\textbf{Question.} I am setting up a constant-energy (NVE) molecular dynamics run of liquid sodium: $N=500$ atoms, cubic periodic box, classical nuclei, a potential that does not depend on density, total momentum fixed at zero, temperature near $T=400$ K. Textbook fluctuation formulas are canonical, and my energy cannot fluctuate at all. I want to know beforehand what I should see. My inputs are typical values for liquid sodium a little above melting, plus one assumed scaling law:
\begin{itemize}
\item number density $\rho=0.0241\ \text{\AA}^{-3}$ (typical);
\item configurational heat capacity $C_U=\partial\langle U\rangle/\partial T=1.9\,k$ per atom at 400 K (typical, about $3.4\,k$ per atom with the kinetic part);
\item thermal pressure coefficient $\gamma_V=(\partial P/\partial T)_V=8.1\times10^{-6}\ \mathrm{eV}\,\text{\AA}^{-3}\,\mathrm{K}^{-1}$, i.e.\ about $1.3$ MPa/K (typical);
\item $C_U\propto T^{-2/5}$ at fixed volume (assumed; the Rosenfeld--Tarazona form).
\end{itemize}
(a) How large are the fluctuations of the kinetic energy $K$ and of the kinetic temperature, and how do I get $C_V$ back from them? (b) What is the covariance of $K$ with the instantaneous pressure? (c) By how much do the \emph{averages} differ from canonical ones? (d) How far can I trust all this for only 500 atoms?

\bigskip
\textbf{Answer.} Averages differ between the two ensembles by a relative amount of order $1/N$, but fluctuations differ by a finite fraction that survives $N\to\infty$. The translation rules are those of Lebowitz, Percus and Verlet (1967). All numbers below belong to the model defined by your four inputs; they are quoted to about three figures so that the steps can be followed, while the two-figure inputs limit what they say about sodium itself.

\textbf{Conventions.} With zero total momentum, $K$ is a quadratic form in $f=3N-3=1497$ independent momenta, so $f/2=748.5$. Both ensembles are taken at the same $N$, $V$ and zero momentum. The kinetic temperature is $T_K=2K/(fk)$, and $C_V$ is the canonical heat capacity of the whole box:
\begin{equation}
C_V=\tfrac{f}{2}k+C_U=748.5\,k+950\,k=1698.5\,k=0.14637\ \mathrm{eV/K},
\end{equation}
which is $3.397\,k$ per atom. Further, $kT=0.034469$ eV, $(kT)^2=1.1881\times10^{-3}\ \mathrm{eV^2}$, $\langle K\rangle=\tfrac f2kT=25.80$ eV, and $V=N/\rho=2.075\times10^{4}\ \text{\AA}^3$, a box edge of $27.5$ \AA.

\textbf{Why the formulas hold.} A canonical ensemble is a mixture of microcanonical ones. With $\Omega(E)$ the density of states, $\beta=1/kT$ and $a(E)\equiv\langle A\rangle_E$,
\begin{equation}
\langle A\rangle_\beta=\int dE\,p(E)\,a(E),\qquad p(E)\propto\Omega(E)\,e^{-\beta E},
\label{eq:mix}
\end{equation}
exactly. The weight $p$ has mean $\bar E=\langle H\rangle_\beta$ and variance $\sigma_E^2=kT^2C_V$. Expand $a(E)$ about $\bar E$. The linear term averages to zero, which leaves
\begin{equation}
\langle A\rangle_\beta-\langle A\rangle_{\bar E}=\tfrac12\,kT^2C_V\,\frac{d^2\langle A\rangle_E}{dE^2}\bigg|_{\bar E}+\dots
\label{eq:mean}
\end{equation}
For extensive $A$ the $m$th derivative $a^{(m)}$ scales as $N^{1-m}$, so the term shown is of order $N^0$. The third central moment of $p$ scales as $N$ and the fourth as $N^2$, so the next two terms are both of order $1/N$. Equation \eqref{eq:mean} compares the ensembles at equal \emph{mean energy}; other ways of matching them add terms of the same order, as part (c) shows.

For covariances, apply \eqref{eq:mix} to the product $AB$ and subtract the product of the means. The canonical covariance splits exactly into the mean covariance within an energy shell plus the covariance of the shell averages:
\begin{equation}
\langle\delta A\,\delta B\rangle_\beta=\int dE\,p(E)\,\langle\delta A\,\delta B\rangle_E+\mathrm{cov}_p\big[a(E),b(E)\big].
\end{equation}
To leading order the first term is $\langle\delta A\,\delta B\rangle_{\bar E}$ and the second is $\sigma_E^2\,a'b'$, with $a'=(d\langle A\rangle/dT)/C_V$ and likewise for $b'$. Hence
\begin{equation}
\langle\delta A\,\delta B\rangle_E=\langle\delta A\,\delta B\rangle_\beta-\frac{kT^2}{C_V}\frac{d\langle A\rangle}{dT}\frac{d\langle B\rangle}{dT},
\label{eq:cov}
\end{equation}
with derivatives at fixed $N,V$. For extensive $A$ and $B$ both terms on the right scale as $N$, and the neglected remainder is smaller by a factor of order $1/N$. Since $\langle\delta A\,\delta H\rangle_\beta=kT^2\,d\langle A\rangle/dT$, the subtracted term is the part of the covariance explained by linear regression on the energy. For $B=H$ the right side of \eqref{eq:cov} vanishes, as it must.

\textbf{(a) Kinetic energy.} Canonically $K$ is a sum of $f$ independent squared Gaussians, so $\langle\delta K^2\rangle_\beta=\tfrac f2(kT)^2$ and $d\langle K\rangle/dT=\tfrac f2k$. Equation \eqref{eq:cov} gives
\begin{equation}
\langle\delta K^2\rangle_E=\frac f2\,(kT)^2\left[1-\frac{fk}{2C_V}\right],
\label{eq:kin}
\end{equation}
which with $f\to3N$ is the usual $\tfrac32N(kT)^2[1-3Nk/2C_V]$. Here $fk/2C_V=748.5/1698.5=0.4407$, and the bracket is $0.5593$:
\begin{align}
\langle\delta K^2\rangle_\beta&=748.5\times1.1881\times10^{-3}\ \mathrm{eV^2}=0.8893\ \mathrm{eV^2}, &\sigma_K&=0.943\ \mathrm{eV},\\
\langle\delta K^2\rangle_E&=0.8893\ \mathrm{eV^2}\times0.5593=0.497\ \mathrm{eV^2}, &\sigma_K&=0.705\ \mathrm{eV}.
\end{align}
Dividing by $\tfrac f2k$, the kinetic temperature has an rms spread of $14.6$ K canonically and $10.9$ K at fixed energy.

The potential energy supplies a consistency test. Canonically $K$ and $U$ are independent and $\langle\delta U^2\rangle_\beta=kT^2C_U=1.129\ \mathrm{eV^2}$; the two variances add up to $\sigma_E^2=2.018\ \mathrm{eV^2}$, or $\sigma_E=1.42$ eV. Applying \eqref{eq:cov} to the three pairs gives
\begin{equation}
\langle\delta K^2\rangle_E=\langle\delta U^2\rangle_E=-\langle\delta K\,\delta U\rangle_E=kT^2\,\frac{(fk/2)\,C_U}{C_V},
\end{equation}
as $\delta K+\delta U=0$ demands. This also shows the standard trap. Feeding the NVE variance of $U$ into the canonical formula $C_U=\langle\delta U^2\rangle/kT^2$ returns $419\,k$ in place of $950\,k$, and a total of $2.33\,k$ per atom in place of $3.397\,k$. Neither a longer run nor a larger box removes that mistake.

The correct inversion of \eqref{eq:kin} is
\begin{equation}
C_V=\frac{fk/2}{1-r},\qquad r=\frac f2\,\frac{\langle\delta T_K^2\rangle_E}{\langle T_K\rangle_E^2}.
\end{equation}
Its sensitivity is $d\ln C_V/d\ln r=r/(1-r)=2C_U/fk=1.27$. A nearly Gaussian variable sampled $M$ times independently has a relative standard error $\sqrt{2/M}$ in its variance. A 2 per cent statistical error in $C_V$ therefore needs $M=2\,(1.27/0.02)^2\approx8\times10^{3}$ uncorrelated samples of $K$.

\textbf{(b) Kinetic energy and pressure.} Write the instantaneous pressure as $\mathcal P=2K/3V+\mathcal P_W$, where the virial part $\mathcal P_W$ depends on positions only. Canonically $\mathcal P_W$ is independent of $K$, so $\langle\delta K\,\delta\mathcal P\rangle_\beta=(2/3V)\langle\delta K^2\rangle_\beta$. With $d\langle\mathcal P\rangle/dT=\gamma_V$, equation \eqref{eq:cov} yields
\begin{equation}
\langle\delta K\,\delta\mathcal P\rangle_E=\frac f2(kT)^2\left[\frac{2}{3V}-\frac{\gamma_V}{C_V}\right]=\frac f2\frac{(kT)^2}{V}\left[\frac23-\Gamma\right],\qquad \Gamma=\frac{\gamma_VV}{C_V},
\label{eq:kp}
\end{equation}
where $\Gamma$ is the thermodynamic Gr\"uneisen parameter. For a monatomic ideal gas $\Gamma=2/3$ and the covariance vanishes, as it should, because there $K=E$ is fixed. For your inputs
\begin{equation}
\frac{2}{3V}=3.213\times10^{-5}\ \text{\AA}^{-3},\qquad \frac{\gamma_V}{C_V}=\frac{8.1\times10^{-6}\ \mathrm{eV}\,\text{\AA}^{-3}\mathrm{K}^{-1}}{0.14637\ \mathrm{eV\,K^{-1}}}=5.534\times10^{-5}\ \text{\AA}^{-3},
\end{equation}
so $\Gamma=1.15$ and, multiplying by $0.8893\ \mathrm{eV^2}$,
\begin{equation}
\langle\delta K\,\delta\mathcal P\rangle_E=(2.86-4.92)\times10^{-5}=-2.06\times10^{-5}\ \mathrm{eV^2}\,\text{\AA}^{-3}.
\end{equation}
The ensemble correction reverses the sign. At fixed energy an upward swing of $K$ is a downward swing of $U$; the virial pressure falls with $U$, and it falls by more than $2K/3V$ rises. The sign is negative whenever $\gamma_V$ exceeds $2C_V/3V=4.7\times10^{-6}\ \mathrm{eV}\,\text{\AA}^{-3}\,\mathrm{K}^{-1}$, so it does not hinge on the last digit of the input. Read backwards, \eqref{eq:kp} gives $\gamma_V$ from a single NVE run once $C_V$ is known from part (a).

\textbf{(c) Averages.} To leading order $\langle K\rangle_E=\tfrac f2k\,T(E)$, where $T(E)$ inverts the caloric curve. Then $dT/dE=1/C_V$ and $d^2T/dE^2=-C_V'/C_V^3$, with $C_V'=dC_V/dT$. Equation \eqref{eq:mean} gives
\begin{equation}
T-\langle T_K\rangle_{\bar E}=-\frac{kT^2C_V'}{2C_V^2}.
\label{eq:shift}
\end{equation}
The assumed scaling gives $C_V'=-\tfrac25C_U/T=-0.95\,k/\mathrm{K}$, so
\begin{equation}
T-\langle T_K\rangle_{\bar E}=\frac{(400\ \mathrm K)^2\times0.95\ \mathrm{K^{-1}}}{2\times1698.5^2}=0.026\ \mathrm K .
\end{equation}
In energy, $\langle K\rangle_\beta-\langle K\rangle_{\bar E}=1.7$ meV for the whole box, out of $25.80$ eV, and $\langle U\rangle$ shifts by the same amount in the opposite direction. The sign follows from curvature: a heat capacity that falls with temperature makes $T(E)$ convex, and the average of a convex function over the canonical energy spread lies above its value at the mean.

Two matters of convention are larger than this shift. The first is the count of degrees of freedom. Using $3N$ in place of $f$ in $T_K$ lowers the reading by $T\times3/1500=0.8$ K. The second is the definition of the microcanonical temperature. Integrating out the momenta gives $\Omega(E)\propto\int dq\,(E-U)^{f/2-1}$ over the region $U<E$, and the enclosed phase volume $\Phi(E)=\int^E\Omega\,dE'$ carries $(E-U)^{f/2}/(f/2)$ in the same integral. Therefore
\begin{equation}
k\langle T_K\rangle_E=\frac{\Phi}{\Omega},\qquad \frac{1}{kT_\Omega}\equiv\frac{d\ln\Omega}{dE}=\Big(\frac f2-1\Big)\langle K^{-1}\rangle_E ,
\end{equation}
both exactly. Writing $\Omega=\Phi/k\langle T_K\rangle_E$ and taking the logarithmic derivative,
\begin{equation}
\frac1{kT_\Omega}=\frac1{k\langle T_K\rangle_E}-\frac{d\ln\langle T_K\rangle_E}{dE}\simeq\frac1{k\langle T_K\rangle_E}\left(1-\frac{k}{C_V}\right).
\label{eq:tom}
\end{equation}
With $k/C_V=5.9\times10^{-4}$, $T_\Omega$ lies $0.24$ K above the mean kinetic temperature. The condition $T_\Omega=T$ picks the \emph{most probable} canonical energy, the maximum of $p(E)$. An NVE run matched that way shows a kinetic temperature $0.24$ K below $T$, about nine times the shift \eqref{eq:shift} found at equal mean energy. For scale, $8\times10^3$ independent samples fix $\langle T_K\rangle$ to $10.9\ \mathrm K/\sqrt{8\times10^3}=0.12$ K, so the $0.026$ K shift would be buried in noise.

\textbf{(d) An exact test at the same size.} A classical harmonic crystal can be solved at any $N$. Take, as a model of copper, $5\times5\times5$ cubic fcc cells of four atoms, again 500 atoms, with $f=1497$ momenta and $f$ vibrational coordinates; no force constants are needed. Measuring $U$ from its minimum, the phase volumes of the two quadratic forms give for $y=K/E$ the density
\begin{equation}
w(y)\propto y^{f/2-1}(1-y)^{f/2-1},\qquad \langle y\rangle=\frac12,\qquad \langle\delta y^2\rangle=\frac{1}{4(f+1)} .
\end{equation}
Canonically $\bar E=fkT$ and $C_V=fk$. At $E=\bar E$ the exact variance and the estimate \eqref{eq:kin} are
\begin{equation}
\langle\delta K^2\rangle_E^{\rm exact}=\frac{f^2(kT)^2}{4(f+1)},\qquad \langle\delta K^2\rangle_E^{\rm LPV}=\frac{f\,(kT)^2}{4}.
\end{equation}
The exact value is lower by the fraction $1/(f+1)=6.7\times10^{-4}$. At 400 K the model crystal has $\sigma_{T_K}=T/\sqrt{f+1}=10.335$ K against the estimate $T/\sqrt f=10.338$ K. The statements about means check as well. Here $\langle K\rangle_E=E/2$ is linear in $E$, so the shift \eqref{eq:mean} vanishes, in line with $C_V'=0$ in \eqref{eq:shift}. Also $\Omega\propto E^{f-1}$ gives $kT_\Omega=E/(f-1)$ against $k\langle T_K\rangle_E=E/f$, a ratio $1-1/f$ of inverse temperatures, which is \eqref{eq:tom} with $C_V=fk$.

For the liquid the neglected terms are likewise of relative order $k/C_V$ times a coefficient of order one, far below the 2 per cent statistical target of part (a). The expansion needs $p(E)$ to be a single narrow peak over which $C_V$ barely changes. The canonical energy spread corresponds to a temperature interval $\sigma_E/C_V=9.7$ K, across which $C_V$ changes by $|C_V'|\sigma_E/C_V^2=0.5$ per cent, so the condition is met as long as the box stays liquid. It fails if the sample freezes or sits in solid--liquid coexistence, where $p(E)$ can have two peaks. The formulas also assume that the trajectory samples the energy shell ergodically with negligible energy drift, since a drift adds spurious variance to $K$. They translate between ensembles for the \emph{same} periodic box and say nothing about how a 27.5 \AA\ box differs from the bulk liquid.

\begin{center}
\begin{tabular}{lcc}
model quantity, $N=500$, $T=400$ K & canonical & NVE at $E=\bar E$\\ \hline
$\langle\delta K^2\rangle$ ($\mathrm{eV^2}$) & $0.889$ & $0.497$\\
$\langle\delta U^2\rangle$ ($\mathrm{eV^2}$) & $1.129$ & $0.497$\\
rms $T_K$ (K) & $14.6$ & $10.9$\\
$\langle\delta K\,\delta\mathcal P\rangle$ ($10^{-5}\ \mathrm{eV^2}\,\text{\AA}^{-3}$) & $+2.86$ & $-2.06$\\
$T-\langle T_K\rangle$ (K) & $0$ & $0.026$
\end{tabular}
\end{center}

The first four rows keep their canonical-to-NVE ratios as the box grows, while the last row falls off as $1/N$.